# Pinned height, shrinking width: the half-filled Bethe lattice at $U/D=2$ and $2.8$

## Problem

Take the Hubbard model with interaction $U n_\uparrow n_\downarrow-\mu n$ on the Bethe lattice of infinite coordination, in the paramagnetic DMFT solution. Set $\hbar=1$. Densities of states are per site and per spin:

$$\rho_0(\epsilon)=\frac{2}{\pi D^2}\sqrt{D^2-\epsilon^2},\qquad G(\omega)=\int\! d\epsilon\,\frac{\rho_0(\epsilon)}{\omega+\mu-\epsilon-\Sigma(\omega)},\qquad A=-\frac1\pi\,{\rm Im}\,G .$$

$G$ and $\Sigma$ are retarded. The given inputs are:

- $D=1$ eV, $n=1$, $\mu=U/2$, $U=2.0$ eV and $2.8$ eV.
- Approximate spinodals at $T=0$: $U_{c1}\approx2.4D$, $U_{c2}\approx2.9D$.
- Typical slopes of the metallic solution at $T=0$: $\partial_\omega{\rm Re}\,\Sigma(0)=-3.0$ and $-30$. The second is an order-of-magnitude input, since it varies steeply near $U_{c2}$; it is carried as given.
- A dimensionless quasiparticle coupling $\eta\approx1$, defined in note 6, good to its order of magnitude.

Find (a) ${\rm Re}\,\Sigma(0)$ and $A(0)$, (b) $Z$, $m^*/m$ and $\gamma$ per mole of sites, (c) the scale of the peak width, (d) the range of $\omega$ and $T$ over which the height stays near its pinned value.

## Solution

**Note 1. Where ${\rm Im}\,\Sigma(0)=0$ enters Luttinger's theorem.** With $G_\epsilon^{-1}(i\omega)=i\omega+\mu-\epsilon-\Sigma(i\omega)$ one has the identity $G_\epsilon=\partial_{i\omega}\ln G_\epsilon^{-1}+G_\epsilon\,\partial_{i\omega}\Sigma$. Insert it into $n=2\int d\epsilon\,\rho_0\int\frac{d\omega}{2\pi}e^{i\omega0^+}G_\epsilon$. The logarithmic term gives $\tfrac12+\Delta\varphi/2\pi$, where the $\tfrac12$ comes from the $1/i\omega$ tail and $\Delta\varphi$ is the change of the phase of $G_\epsilon^{-1}$ from $\omega=-\infty$ to $+\infty$. The imaginary part of $G_\epsilon^{-1}$ has the sign of $\omega$. If ${\rm Im}\,\Sigma(i0^\pm)=0$, the curve crosses the real axis once, at $\xi=\mu-\Sigma(0)-\epsilon$, so $\Delta\varphi=\pi\,{\rm sgn}\,\xi$ and the term equals $\theta(\xi)$. The second term, $\int d\omega\,G\,\partial_{i\omega}\Sigma$ with the local $G$, vanishes in a Fermi liquid because the Luttinger–Ward functional is invariant under a common shift of all frequencies. Hence $n=2\int^{\mu-\Sigma(0)}\rho_0\,d\epsilon$, which is the free-electron equation for the Fermi level:

$$\mu-{\rm Re}\,\Sigma(0)=\mu_0(n),\qquad A(0)=\int d\epsilon\,\rho_0(\epsilon)\,\delta(\mu_0-\epsilon)=\rho_0(\mu_0).$$

Locality is used twice: $\Sigma$ leaves the $\epsilon$ integral, and the Fermi surface cannot deform, since one number $\Sigma(0)$ shifts all states alike.

**Note 2. At half filling symmetry does the work.** Particle–hole symmetry makes ${\rm Re}\,\Sigma(\omega)-U/2$ odd in $\omega$. A self-energy that is regular at $\omega=0$ therefore has ${\rm Re}\,\Sigma(0)=U/2=\mu$, and $\mu_0=0$. The impurity picture gives the same height. The hybridisation is $\Delta=(D/2)^2G$ and $G(0)=-1/\Delta(0)$, so $G(0)^2=-4/D^2$ and the retarded root is $G(0)=-2i/D$.

**(a)** ${\rm Re}\,\Sigma(0)=1.0$ eV and $1.4$ eV. In both cases $A(0)=2/(\pi D)=0.637\ {\rm eV^{-1}}$ and $-{\rm Im}\,\Delta(0)=D/2=0.5$ eV.

**Note 3. $U<U_{c2}$ is not enough.** The statement belongs to the metallic solution. For $U_{c1}<U<U_{c2}$ an insulating solution coexists, with a pole $\Sigma-U/2\propto1/\omega$, which is odd as well, and $A(0)=0$. The case $U=2.8D$ lies in this window, and a solver started from a gapped bath can return the insulator. At $T=0$ the metal is the paramagnetic solution of lower energy up to $U_{c2}$. Antiferromagnetic order, which the unfrustrated bipartite lattice develops at half filling, is excluded by assumption.

**Note 4. Why the slope is negative.** Write $\Sigma(z)-U/2=\int d\epsilon\,\rho_\Sigma(\epsilon)/(z-\epsilon)$ with $\rho_\Sigma=-{\rm Im}\,\Sigma/\pi\ge0$ and exact total weight $U^2n_\sigma(1-n_\sigma)=U^2/4$. Since $\rho_\Sigma\propto\epsilon^2$ at small $\epsilon$, the derivative at zero converges:

$$\frac1Z\equiv1-\partial_\omega{\rm Re}\,\Sigma(0)=1+\int d\epsilon\,\frac{\rho_\Sigma(\epsilon)}{\epsilon^2}\equiv1+\frac{U^2}{4\Omega^2}.$$

So $Z<1$ for any $U\neq0$. The given slopes imply $\Omega=U/(2\sqrt{1/Z-1})=0.58$ eV and $0.26$ eV. A small $Z$ requires self-energy weight close to the Fermi level.

**Note 5. One $Z$, three roles, and one cancellation.** Near $\omega=0$, $G_\epsilon\simeq Z/[\omega-Z(\epsilon-\mu_0)]$. The residue, which is the jump of the occupation $n_\epsilon$, is $Z$. The pole disperses as $E=Z(\epsilon-\mu_0)$. The Bethe lattice has no wave vector, so the mass ratio is defined by $m/m^*=dE/d\epsilon=Z$. For a self-energy that depends on $\epsilon$ one would find $m/m^*=Z(1+\partial_\epsilon\Sigma)$, and residue and mass would part. The entropy linear in $T$ counts poles without their residues. Their density is $\rho^*(0)=\int d\epsilon\,\rho_0\,\delta(Z(\epsilon-\mu_0))=\rho_0(\mu_0)/Z$, and with two spins

$$\gamma=\frac{2\pi^2}{3}k_B^2N_A\,\rho^*(0)=\frac{\gamma_0}{Z}.$$

The spectral function weights each pole by its residue, $A(0)=Z\rho^*(0)=\rho_0(\mu_0)$. A pinned $A(0)$ and a growing $\gamma$ are two faces of the same algebra. Inserting $A(0)$ into the Sommerfeld formula would give $\gamma_0$ at every $U$.

**(b)** $\gamma_0=\frac{2\pi^2}{3}\,R\,k_B\,\rho_0(0)$ with $R=8.314\ {\rm J\,mol^{-1}K^{-1}}$, $k_B=8.617\times10^{-5}\ {\rm eV\,K^{-1}}$ and $\rho_0(0)=2/(\pi D)$ gives $\gamma_0=3.00\ {\rm mJ\,mol^{-1}K^{-2}}$. The values $Z=1/4$ and $1/31$ are carried unrounded.

| | $U=2.0$ eV | $U=2.8$ eV |
|---|---|---|
| $m^*/m=1/Z$ | 4.0 | 31 |
| $Z$ | 0.25 | 0.032 |
| $A(0)$ (eV$^{-1}$) | 0.637 | 0.637 |
| $\rho^*(0)$ (eV$^{-1}$) | 2.5 | 20 |
| $\gamma$ (mJ mol$^{-1}$ K$^{-2}$) | 12 | 93 |
| $ZD$ (meV) | 250 | 32 |
| $\sqrt3\,ZD$ (meV) | 433 | 56 |

**(c)** With only the linear term of $\Sigma$, $A(\omega)=\rho_0(\omega/Z)$: a semicircle of height $2/(\pi D)$, half-width $ZD$, weight $Z$ and full width at half maximum $\sqrt3\,ZD$. The last two rows list these scales. Notes 6 and 7 show that they fix the scaling of the width and leave its prefactor open.

**Note 6. The damping is as large as the band curvature.** Phase space for one particle decaying into two particles and a hole is $(\omega^2+\pi^2k_B^2T^2)/2$, so the leading damping of a local Fermi liquid is $-{\rm Im}\,\Sigma=\frac{\pi}{2}\Gamma^2A(0)^3(\omega^2+\pi^2k_B^2T^2)$, with $\Gamma$ the full zero-frequency $\uparrow\downarrow$ vertex. Define $\eta=Z\Gamma A(0)$. It tends to $U\rho_0(0)$ at weak coupling and equals 1 for a wide-band impurity in the Kondo limit; pinning does not fix it. With $A(0)=2/(\pi D)$,

$$-{\rm Im}\,\Sigma=\eta^2D\,(x^2+\pi^2\tau^2),\qquad x=\frac{\omega}{ZD},\quad\tau=\frac{k_BT}{ZD}.$$

The local Green function is $G=2\,[\zeta-i\sqrt{D^2-\zeta^2}]/D^2$ with $\zeta=\omega+\mu-\Sigma$, so $A/\rho_0(0)={\rm Re}\sqrt{1-\zeta^2/D^2}-{\rm Im}\,\zeta/D$. Put $\zeta/D=x+i\eta^2(x^2+\pi^2\tau^2)$ and keep second order:

$$\frac{A(\omega,T)}{\rho_0(0)}=1-\left(\tfrac12+\eta^2\right)x^2-\eta^2\pi^2\tau^2+\dots$$

The cubic term of ${\rm Re}\,\Sigma$ first enters at fourth order. The $\tfrac12$ is the curvature of the rescaled semicircle. For $\eta=1$ the neglected damping contributes twice as much, and extrapolated to $\omega=ZD$ it reaches $D$ itself. Both terms depend on $\omega$ through $x$ alone, so the width scales as $ZD$ as long as $\eta$ stays of order one, while the top of the peak is sharper than a semicircle.

**Note 7. The real part is not linear out to $ZD$ either.** Its curvature can be sized in a model that puts all weight of $\rho_\Sigma$ in two poles at $\pm\Omega$: $\Sigma-U/2=(U^2/4)\,\omega/(\omega^2-\Omega^2)$. The slope is built in through $\Omega$. The model has a real self-energy, regular at zero, so $A(0)=2/(\pi D)$ holds exactly. The central band ends where $\omega+\mu-\Sigma=D$. The roots are $0.22$ eV for $U=2.0$ eV, against $ZD=0.25$ eV, and $0.032$ eV for $U=2.8$ eV, equal to $ZD$ at two figures. The controlling ratio is $\Omega/ZD=2.3$ and $7.9$. The model has no damping and says nothing on the true line shape.

**(d)** At $T=0$ and $x=0.2$, that is $\omega=50$ meV and $6.5$ meV, the damping is $-{\rm Im}\,\Sigma=0.04$ eV in both cases. The height has fallen by $0.02$ from band curvature and $0.04$ from damping, to $0.94\,\rho_0(0)$. At $\omega=0$ a loss of 5% needs $\eta^2\pi^2\tau^2=0.05$, or $k_BT=0.07\,ZD$. Dividing by $k_B$ gives $T\approx2\times10^2$ K at $U=2.0$ eV and $3\times10^1$ K at $U=2.8$ eV.

**Note 8. How far to trust (d).** At that temperature the entropy per site is $\gamma T/N_A=\frac{4\pi}{3}\tau\,k_B=0.3\,k_B$ whatever $Z$ is, a sizeable part of the free-spin value $k_B\ln2=0.69\,k_B$. The low-temperature expansion is near its limit there, and with $\eta$ known only roughly one figure is all it supports. At $U=2.8$ eV the estimate refers to the metallic branch. The coexisting paramagnetic insulator carries $k_B\ln2$ per site and gains free energy linearly in $T$, so the first-order transition can come at a lower temperature than the smooth loss of height, and locating it requires the energy difference of the two solutions.